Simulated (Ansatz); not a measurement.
# Abstraction of Cl: Si(CH3)Cl3 + GeH(GeH3)Cl → Si(CH3)Cl2 + GeH(GeH3)Cl2

Gas-phase species: Si(CH3)Cl3 (methyltrichlorosilane), singlet; GeH(GeH3)Cl, doublet; Si(CH3)Cl2, doublet; GeH(GeH3)Cl2, singlet. A radical takes Cl: the energy is the difference in strength between the Si–Cl bond broken and the Ge–Cl bond made.

Shapes, held fixed at every level: PBE0-D4/def2-TZVP. Programs: Ansatz 0.2.0. The zero-point and thermal change to 298 K, harmonic and unscaled (PBE0-D4/def2-TZVP), is +0.5 kJ/mol.

Task: Estimate ΔH(298 K) of this reaction.

Result: The highest level, CCSD(T)/def2-TZVPP, gives ΔH(298 K) = +66.9 kJ/mol; the levels span +64.3 to +81.2. The column of differences is taken from that level and isn't an error. No measured value is set beside it here. Open shells run unrestricted. Relativity is left out for Ge. Outer-core shells of Ge are correlated, in sets that cover them unevenly.

```json
{"level": "MP2/def2-SVP", "kind": "perturbation theory", "ΔH(298 K) (kJ/mol)": "+67.9", "less CCSD(T)/def2-TZVPP": "+1.0"}
{"level": "MP2/def2-TZVPP", "kind": "perturbation theory", "ΔH(298 K) (kJ/mol)": "+68.2", "less CCSD(T)/def2-TZVPP": "+1.3"}
{"level": "PBE-D4/def2-TZVPP", "kind": "GGA", "ΔH(298 K) (kJ/mol)": "+64.3", "less CCSD(T)/def2-TZVPP": "-2.6"}
{"level": "wB97M-V/def2-TZVPP", "kind": "range-separated hybrid", "ΔH(298 K) (kJ/mol)": "+81.2", "less CCSD(T)/def2-TZVPP": "+14.3"}
{"level": "wB97X-V/def2-TZVPP", "kind": "range-separated hybrid", "ΔH(298 K) (kJ/mol)": "+69.8", "less CCSD(T)/def2-TZVPP": "+2.9"}
{"level": "B2PLYP/def2-TZVPP", "kind": "double hybrid", "ΔH(298 K) (kJ/mol)": "+67.4", "less CCSD(T)/def2-TZVPP": "+0.5"}
{"level": "CCSD(T)/def2-SVP", "kind": "coupled cluster or CI", "ΔH(298 K) (kJ/mol)": "+67.2", "less CCSD(T)/def2-TZVPP": "+0.3"}
{"level": "CCSD(T)/def2-TZVPP", "kind": "coupled cluster or CI", "ΔH(298 K) (kJ/mol)": "+66.9", "less CCSD(T)/def2-TZVPP": "0.0"}
```

Chlorine transfer from silicon to germanium is clearly endothermic at every level, so the Si–Cl bond broken is stronger than the Ge–Cl bond made, and the reverse abstraction is the downhill direction. The main reason is probably bond polarity and overlap: silicon is less electronegative than germanium, whose filled 3d shell screens the nucleus poorly, and its more compact valence orbitals form a shorter, more ionic bond to chlorine. The germyl substituent may add to this by stabilising the germanium radical through hyperconjugation.

Because one polar single bond replaces another, much of the correlation error should cancel, in keeping with the closeness of MP2 and B2PLYP to CCSD(T). The exception is wB97M-V, at +81.2 kJ/mol. Since wB97X-V shares its range separation and type of nonlocal correlation yet stays near the others, the meta-GGA terms or a different self-consistent solution for a radical are likelier causes. The reaction enthalpy alone can't separate intrinsic bond strength from radical stabilisation.
